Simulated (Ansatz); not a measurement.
## A series in volume scale on Sn

Results calculated with Ansatz 0.2.0, not measured. Free energy against uniform scaling of the volume at fixed shape and fractions; periodic cell, basis, potentials, k mesh and filling as listed.

The cell before it is scaled or strained (space group I4_1/amd, No. 141):
```
Sn
1.0
     -2.9196     2.9196     1.5938
      2.9196    -2.9196     1.5938
      2.9196     2.9196    -1.5938
Sn
2
Direct
  0.00000 0.00000 0.00000
  0.75000 0.25000 0.50000
```

Settings of every row: functional PBE; dispersion none; potentials PAW; wave cutoff 500 eV; density cutoff 2000 eV; k mesh 10x10x10; k shift 0x0x0; occupations fermi dirac; smearing width 0.1 eV; spin none; SCF threshold exponent -10.

Limits: coarse k mesh, up to 40 meV an atom off.

```csv
row,volume scale,V (Å³/atom),pressure (GPa),energy above lowest point (meV/atom)
1,0.92,24.998,8.34,79.1
2,0.9467,25.723,6.06,46.7
3,0.9733,26.446,4.1,23.8
4,1,27.171,2.42,9.1
5,1.0267,27.897,0.98,1.5
6,1.0533,28.62,?,?
7,1.08,29.345,-1.34,3.7
```

Question: what pressure should row 6 give?

Worked fit of pressure. Take u = (V_r/V)^(2/3) − 1 with V_r = 26.809 Å³ an atom, which is twice the finite (Eulerian) strain; such expansions in the strain, on which the Birch-Murnaghan equation of state is built, carry the rest volume and the bulk modulus. The shown rows have u = 0.04773, 0.02795, 0.00913, -0.0089, -0.02617, -0.05848. Least squares give pressure = 3.23 + 93.09 × u + 276.5 × u² + 353 × u³ GPa; a parabola predicts inner rows, each left out in turn, worse (root mean square 0.018 against 0.0081 GPa). All shown rows lie on it to the printed digit. The pressure vanishes at u = -0.0390, or V = 28.46 Å³ an atom, and there the bulk modulus at fixed shape and fractions is B = −V dP/dV = (2/3)(1 + u) dP/du = 46.9 GPa. Letting shape and atoms relax would as a rule lower it, by much in layered, chain or molecular crystals. The withheld row has u = -0.04264, so the fit gives 3.23 + 93.09 × (-0.04264) + 276.5 × (-0.04264)² + 353 × (-0.04264)³ = -0.26 GPa.

The calculation gave -0.27 GPa. The fit lies 0.01 GPa (3.7 % of the value, 0.1 % of the column's range) above it, one unit of the last digit.

The other values of row 6: energy above lowest point 0 meV/atom.
